Question

In this HfO₂ slab the known energy gaps are of order 4 eV, while the highest filled level and the lowest empty level each wander by less than half an electronvolt across the known points of the surface zone. Close to the zone point M, the changes that decide which point holds a band edge can shrink to a hundredth of an electronvolt. These three scales set how hard the following problem is.

Kohn-Sham levels of a relaxed 12-plane HfO₂(111) slab of the fluorite structure, computed with Ansatz 0.2.0 using scalar-relativistic PBE and PAW, without spin polarisation. The plane-wave cutoff is 420 eV, the k mesh Γ-centred 9×9×1 and the Gaussian smearing 0.05 eV wide. Orbital weights are Löwdin weights, not renormalised, averaged over levels within 1.5 meV.

```
point label  point a (reciprocal cell vectors)  point b (reciprocal cell vectors)  level b1 from the Fermi level (eV)  outer orbital weight b1  level b2 from the Fermi level (eV)  outer orbital weight b2  level a1 from the Fermi level (eV)  outer orbital weight a1
          M                             0.5000                             0.0000                              -2.030                    0.380                              -2.210                    0.600                               2.000                    0.120
    between                             0.4167                             0.0000                              -2.040                    0.440                              -2.210                    0.640                               2.060                    0.120
    between                             0.3333                             0.0000                              -2.150                    0.540                              -2.260                    0.660                               2.210                    0.100
    between                             0.2500                             0.0000                              -2.350                    0.580                              -2.440                    0.660                               2.330                    0.120
    between                             0.1667                             0.0000                              -2.430                    0.380                              -2.490                    0.380                               2.290                    0.180
    between                             0.0833                             0.0000                              -2.430                    0.440                              -2.430                    0.400                               2.130                    0.280
          G                             0.0000                             0.0000                              -2.410                    0.460                              -2.410                    0.460                               2.080                    0.320
    between                             0.0556                             0.0556                              -2.410                    0.400                              -2.460                    0.440                               2.150                    0.300
    between                             0.1111                             0.1111                              -2.460                    0.540                              -2.490                    0.500                               2.340                    0.240
    between                             0.1667                             0.1667                              -2.230                    0.600                              -2.280                    0.640                               2.450                    0.180
    between                             0.2222                             0.2222                              -2.070                    0.520                              -2.170                    0.640                               2.400                    0.160
    between                             0.2778                             0.2778                              -2.230                    0.480                              -2.260                    0.580                               2.340                    0.120
          K                             0.3333                             0.3333                              -2.460                    0.540                              -2.460                    0.540                               2.320                    0.120
    between                             0.3611                             0.2778                              -2.360                    0.480                              -2.410                    0.620                               2.330                    0.120
    between                             0.3889                             0.2222                              -2.230                    0.420                              -2.330                    0.620                               2.320                    0.100
    between                             0.4167                             0.1667                                   ?                        ?                                   ?                        ?                                   ?                        ?
    between                             0.4444                             0.1111                                   ?                        ?                                   ?                        ?                                   ?                        ?
    between                             0.4722                             0.0556                                   ?                        ?                                   ?                        ?                                   ?                        ?
```

Level b1 is the highest filled level at a point, b2 the next one down, and a1 the lowest empty level. G is the centre of the surface zone, M the middle of a zone edge and K a corner. The outer orbital weight is the part of a level found on atomic orbitals of the two outer planes of both faces.

Three neighbouring points on the line from K to M have no results shown. Predict b1, a1 and the outer orbital weight of b1 at each of them, with error bars. Does M remain the place of the highest filled and the lowest empty level, and where is the direct gap smallest?

Model answer

Begin at M. Time reversal gives a level the same energy at k and at −k, and M and −M differ only by a reciprocal lattice vector, so they are the same point of the zone. For a small displacement q this means

E(M + q) = E(M − q).

A single level must therefore leave M with zero slope. Level b1 qualifies, since it stands 0.18 eV above b2 there.

Now take the other end. K is not equivalent to −K, so the same argument does not hold there, and b1 and b2 meet at K. Levels that meet may cross with a finite slope, so b1 need not flatten out on reaching K. The simplest curve that is flat at M and still falling at K is a parabola.

Divide the line from M to K into six equal steps and let n count them from M. The unseen points are n = 3, 2 and 1, in the order of the table. A least-squares parabola through the four known rows of this line, M and K included, has a constant of −2.036 eV and a coefficient of −5.255 eV, with distance measured in reciprocal cell vectors. The squared distance from M to K is 1/12 in these units, so n steps give n²/432, and

b1(n) = −2.036 − (5.255/432) n² = −2.036 − 0.01216 n² eV.

For the point farthest from M among the three, n = 3, the second term is 0.01216 × 9 = 0.109 eV, and b1 comes out at −2.145 eV.

Level a1 has a different far limit. It is also flat at M, but at the three known rows near K it keeps to a plateau between 2.32 and 2.33 eV. A parabola cannot level off, so I use a cosine arch that is flat at M and again at the highest known row of the line, n = 5:

a1(n) = 2.00 + 0.33 [1 − cos(πn/5)]/2 eV.

The two end heights are read from the table. The remaining two known rows, K and n = 4, test the arch, which lies 0.02 eV too low at both.

There is a simpler picture to set against these curves. If energy depended only on the distance from M, the unseen values could be read off the line from M to G at equal distance. That gives −2.12, −2.06 and −2.04 eV for b1 and 2.17, 2.08 and 2.03 eV for a1. Symmetry does not require such round contours, and on the known rows near K this picture puts b1 too high by up to 0.07 eV, so I keep the parabola and the arch.

The outer orbital weight of b1 must also be even about M. A straight line in n², from 0.38 at M to 0.42 at n = 4, supplies the forecast.

Predictions, with the point nearest M last:

b1: −2.145 ± 0.04, −2.085 ± 0.04, −2.048 ± 0.02 eV
a1: 2.22 ± 0.06, 2.11 ± 0.06, 2.03 ± 0.03 eV
outer orbital weight of b1: 0.40, 0.39, 0.38, each ± 0.04

The error bars are judgements. They allow for the simpler picture and for bands that cross out of sight, a real danger: on the line from G to K, b1 climbs to a separate hump only 0.04 eV below its value at M. The direct gap should shrink steadily towards M and be smallest there. M should keep both edges, though for the filled level the last point is nearly too close to call.

The withheld rows as computed:

```
point label  point a (reciprocal cell vectors)  point b (reciprocal cell vectors)  level b1 from the Fermi level (eV)  outer orbital weight b1  level b2 from the Fermi level (eV)  outer orbital weight b2  level a1 from the Fermi level (eV)  outer orbital weight a1
    between                             0.4167                             0.1667                              -2.130                    0.400                              -2.260                    0.620                               2.260                    0.100
    between                             0.4444                             0.1111                              -2.060                    0.380                              -2.220                    0.620                               2.140                    0.100
    between                             0.4722                             0.0556                              -2.040                    0.380                              -2.210                    0.600                               2.040                    0.120
```

The computed values fall within their error bars, and M keeps both edges among the points of the table. The gap shrinks towards M as predicted and ends at 4.03 eV. At G it is 2.08 + 2.41 = 4.49 eV, so a gap read at the zone centre alone would be too large by almost half an electronvolt. None of these values is the measured gap of HfO₂: PBE makes oxide gaps too small, while confinement in a thin slab can widen them.

Remarks on the reasoning

The symmetry argument shaped both curves. It fixes the zero slope at M before any energy is known, and it applies equally to a single level at M in another slab calculated without magnetism. It does not say whether M is a maximum or a minimum, nor how sharply the level bends. Those facts had to come from the table.

The parabola for b1 was too low at all three points, by up to 0.02 eV. The reason lies in the rows that shaped it: apart from M itself, they sit in the half of the line near K, where b1 falls steeply. The true top is flatter. One step from M the level has dropped by only about 0.01 eV. The line from M to G already showed such a flat cap, and the simpler picture, which borrows from that line, came within 0.01 eV for b1 at each of the three points. I had given too much weight to its failure far away, near K.

Repulsion between b1 and b2 does not explain the flat cap. It would push the two levels apart and leave their mean unchanged, yet the mean has a flat cap too: it falls by 0.02 eV at n = 2 and by 0.16 eV at n = 4, about eight times as much, where a parabola gives four. The table does not show the cause.

For a1 the verdict is reversed. The arch was too low by 0.04 eV at worst, whereas the simpler picture missed by 0.09 eV at the same point. The empty level rises faster towards K than towards G, so the valley at M is not round. Dividing the rise by the squared distance measures this. Two steps towards K, where the squared distance is 4/432 = 1/108, the rise of 0.14 eV gives 0.14 × 108 ≈ 15 eV. The first known point towards G, at a squared distance of 1/144, gives 0.06 × 144 ≈ 9 eV.

The curvature towards K is thus nearly twice that towards G, and an electron at the bottom of this valley would have a correspondingly smaller effective mass along K. Symmetry permits this, because no threefold axis passes through M. One does pass through G, and there it makes the curvature of a single level equal in every direction. The table offers the comparison: from G, a1 gives 0.05 × 144 ≈ 7 eV towards M and 0.07 × 108 ≈ 8 eV towards K, equal within the precision of the levels. A reader who knows the rotation axis at a zone point can therefore guess whether a valley there will be round.

At the two points nearest M the gap forecast did better than its two parts. At n = 2 both levels were predicted about 0.025 eV too low, and in their difference the errors cancelled, leaving the predicted gap of 4.20 eV equal to the computed one. Good agreement for a gap is therefore weaker evidence for a model than good agreement for both of its edges.

That the edges lie at M at all may go back to the bulk. Calculations of this kind often place the band edges of cubic HfO₂ at the bulk zone point X, and seen along the (111) direction X falls on M. A slab cut from the fluorite structure can inherit its edges from there without help from a surface state. The outer orbital weights have to be judged element by element, because the outer planes hold two of the four hafnium atoms but only two of the eight oxygen atoms. An empty level spread evenly over hafnium would have a weight of about a half. At M a1 has only 0.12, which fits a level of the interior, though the count misses any part that spills out of the atomic orbitals. A filled level spread evenly over oxygen would have about a quarter. At M b1 has 0.38 and b2 has 0.60, so both lean towards the faces. The weights cannot settle the matter, because deciding whether a level belongs to the surface also requires the bulk bands projected on the same zone.

The two edges at M do not deserve equal trust. The lowest empty level at M is 0.08 eV below its value at G, the other valley, and 0.04 eV below its nearest neighbour on the line to K. The highest filled level leads its nearest neighbours on both lines by only 0.01 eV. On the line to G, the k mesh of the same calculation has a point closer to M than the table's nearest one on that line, and there this level lies at −2.027 eV. The rounded −2.03 eV at M cannot be told apart from that, so the exact valence maximum may lie slightly off M. Spin-orbit coupling, which is left out here, or a thicker slab could also shift it. The sound conclusion is a flat valence top around M, with the smallest direct gap at or very near that point.
